Row 4 looks wrong. Of all the images it lies closest to the middle of a carbon atom's hop through aluminium, where a simple barrier between two equal ends would have its top. Yet its energy is 0.138 eV below that of row 3 and 0.083 eV below that of row 5. The carbon starts and finishes in octahedral holes, each enclosed by six Al atoms, and the symmetry of the lattice makes these two holes equivalent.

Nudged elastic band for a carbon atom hopping between interstitial sites in Al32C (cubic cell, edge 8.1 Å), computed with Ansatz 0.2.0: LDA, PAW, plane waves to 420 eV, 2×2×2 k mesh, Gaussian smearing of 0.15 eV. Between the relaxed ends lie five images, one of them climbing, converged to 0.05 eV/Å; band forces are largest components.

```
row  energy over the start (eV)  path length (Å)  band force (eV/Å)
  1                       0.000            0.000                n/a
  2                       0.299            0.584              0.011
  3                       0.704            1.167              0.026
  4                       0.566            1.899              0.006
  5                       0.649            2.631              0.009
  6                       0.466            3.362              0.003
  7                       0.000            4.094                n/a
```

The tempting picture is a single squeeze. On a straight line between the holes, carbon passes between two neighbouring Al atoms, and the gap is tightest exactly halfway. In the unrelaxed lattice the distance from carbon to each of them would shrink there to 1.43 Å, from about 2.0 Å in the hole. The energy should then peak near row 4, which lies only 0.15 Å short of the midpoint of the path. It dips instead, so one squeeze with one central top does not describe this path.

A second reading takes the heights at face value: a high barrier first, a lower one after it. Rows 3 and 5 do differ by 0.055 eV. But they were not treated alike, because only row 3 was driven uphill to a top, while row 5 stayed wherever the even spacing of the images put it. Before the two heights are called different barriers, they have to be compared at equal distances from the ends.

The third reading is a path that is its own mirror image, with two equal tops caught at unequal places. It can be tested without any fitted constant. Row 5 lies at a path length of 2.631 Å out of 4.094 Å, hence 1.463 Å from the far end. At that distance from the near end, a straight line between rows 3 and 4 gives

E = 0.704 eV − 0.138 eV × (1.463 − 1.167) / (1.899 − 1.167) = 0.648 eV.

The calculation has 0.649 eV for row 5, an energy that took no part in the estimate. So close a match is partly luck. The same construction for row 6 comes out 0.064 eV too low, or 14 % of the computed energy, and that is a fairer measure of what a straight line between distant images can do. Within that accuracy, the second half of the hop retraces the first.

A smooth curve makes the same point for the whole path. With s for the path length, L for its full value and t = πs/L, a simple mirror-symmetric form that is flat at both ends and allows two humps is

E = A sin²t + B sin²2t.

The first term is a single central hump; the second adds two humps and vanishes at the midpoint. Fitted to the five inner images, this curve has a root-mean-square miss of 0.019 eV. A single hump allowed to lean to one side, also with two constants, misses by 0.19 eV; the printed analysis after this text shows both fits row by row.

The fit does not settle whether the two tops are exactly equal. Its humps are too blunt: between rows 3 and 5 it gives a difference of only 0.014 eV, a quarter of the computed one. If the energy fell from the top as steeply as the straight-line estimate assumes, that would account for all of it. Five points and two constants show that a symmetric double hump is compatible with the data, while the equality of the tops has to come from an argument about the route.

Geometry offers such an argument. Beside the straight line lies a tetrahedral hole, enclosed by four Al atoms. To reach it, carbon must pass through a triangular window of three Al atoms, and to leave it for the next octahedral hole it must pass through a second, equivalent window. In the unrelaxed lattice the nearest Al atoms are 1.65 Å away in each window and 1.75 Å away in the hole between them. The detour therefore has two narrow places with slightly more room in the middle, and it avoids the much tighter gap of the straight line.

Tight places cost energy for two reasons. The electrons of carbon and aluminium are pushed into the same region, where the Pauli principle raises their kinetic energy, and the surrounding Al atoms have to be forced apart. A small marble pushed through a stack of equal balls gives the right order of events: window, chamber, window. The comparison ends there, since the balls neither yield nor bond, and the marble cannot tell how many electronvolts a window costs. For another interstitial hop, a list of the narrow and the roomy places along each possible route shows where to look for humps, but room alone does not settle the energies, because bonding counts too.

That carbon really takes this detour is an inference, not a result. The path length does not prove it, because it may include the motion of Al atoms as well as that of carbon. Nor does the dip, since two Al atoms that move well apart could also leave a shallow pocket halfway along the straight line. The positions of the atoms in row 4 would decide: carbon near the centre of four Al atoms means the detour, carbon between two means the straight hop.

Row 4 should not yet be called a resting place. Its small band force, 0.006 eV/Å, says that the image has settled within the chain, not that carbon would stay there if released. To find out, relax the structure of row 4 without the chain. If it settles close by instead of sliding into an octahedral hole, the hop has two steps, and each can be computed separately with its own climbing image.

The other gap to close is the second top. The mirror partner of row 3 would lie at 4.094 − 1.167 = 2.927 Å, and the fitted curve puts it at 2.82 Å; both places fall between rows 5 and 6, where there is no image. One more image there, allowed to climb, would test the equality of the tops directly. Leaving it out has a price: at 300 K, where kT is about 0.026 eV, a difference of 0.055 eV taken for real would change the rate of crossing the second top by a factor of about 8. The whole hop would change much less, since the higher top governs it.

For the height itself, 0.70 eV is the highest point found on this path at the LDA level, and a vibrational check must still show that it is a true saddle point. The coarse k mesh, the small cell and a lattice somewhat wider than LDA prefers can all shift it, and they can change the depth of the dip as well, so repeat the calculation with these improved before using the barrier in a rate. Zero-point energy is also left out, and local and semilocal functionals, LDA among them, tend to underrate barriers. In aluminium contacts and wiring, such a barrier bears on how easily a lone carbon impurity moves inside a grain; it says nothing about movement along grain boundaries.

Numerical output:

```
fit of image_energy on 5 rows (inner): coefficient of hump1 0.5484 +/- 0.022, coefficient of hump2 0.3671 +/- 0.021; rms 0.0189, worst 2 0.0279, leave-one-out rms 0.029
  rows outside the fit (model, value, miss): 1 0, 0, 0; 7 3.025e-32, 0, 3.02e-32
fit of image_energy on 5 rows (inner): coefficient of hump1 0.8023 +/- 0.17, coefficient of lean 0.06932 +/- 0.4; rms 0.187, worst 6 -0.255, leave-one-out rms 0.322
  rows outside the fit (model, value, miss): 1 0, 0, 0; 7 1.099e-32, 0, 1.1e-32
Path folded at its midpoint and the two curves:
  row  energy (eV)  distance to nearer end (angstrom)  symmetric two-hump curve (eV)  lopsided single hump (eV)
    1            0                                  0                              0                          0
    2        0.299                              0.584                         0.3269                     0.1623
    3        0.704                              1.167                         0.6837                     0.5152
    4        0.566                              1.899                         0.5599                     0.7997
    5        0.649                              1.463                         0.6694                     0.6273
    6        0.466                              0.732                          0.454                      0.211
    7            0                                  0                      3.025e-32                  1.099e-32
Midpoint of the path (angstrom): 2.047
Row 4 lies short of the midpoint by (angstrom): 0.148
Row 4 lies below row 3 by (eV): 0.138
Row 4 lies below row 5 by (eV): 0.083
Row 3 lies above row 5 by (eV): 0.055
Energy of row 5 expected from the mirrored first half (eV): 0.6482
Energy of row 6 expected from the mirrored first half (eV): 0.4018
Row 6, expected less computed (eV): -0.06419
First top of the symmetric curve at path length (angstrom): 1.273
Its mirror partner at path length (angstrom): 2.821
Height of both tops of the symmetric curve (eV): 0.6925
C to nearest Al midway on the straight hop, unrelaxed lattice (angstrom): 1.432
C to nearest Al in a triangular window, unrelaxed lattice (angstrom): 1.653
C to nearest Al in the tetrahedral hole, unrelaxed lattice (angstrom): 1.754
```
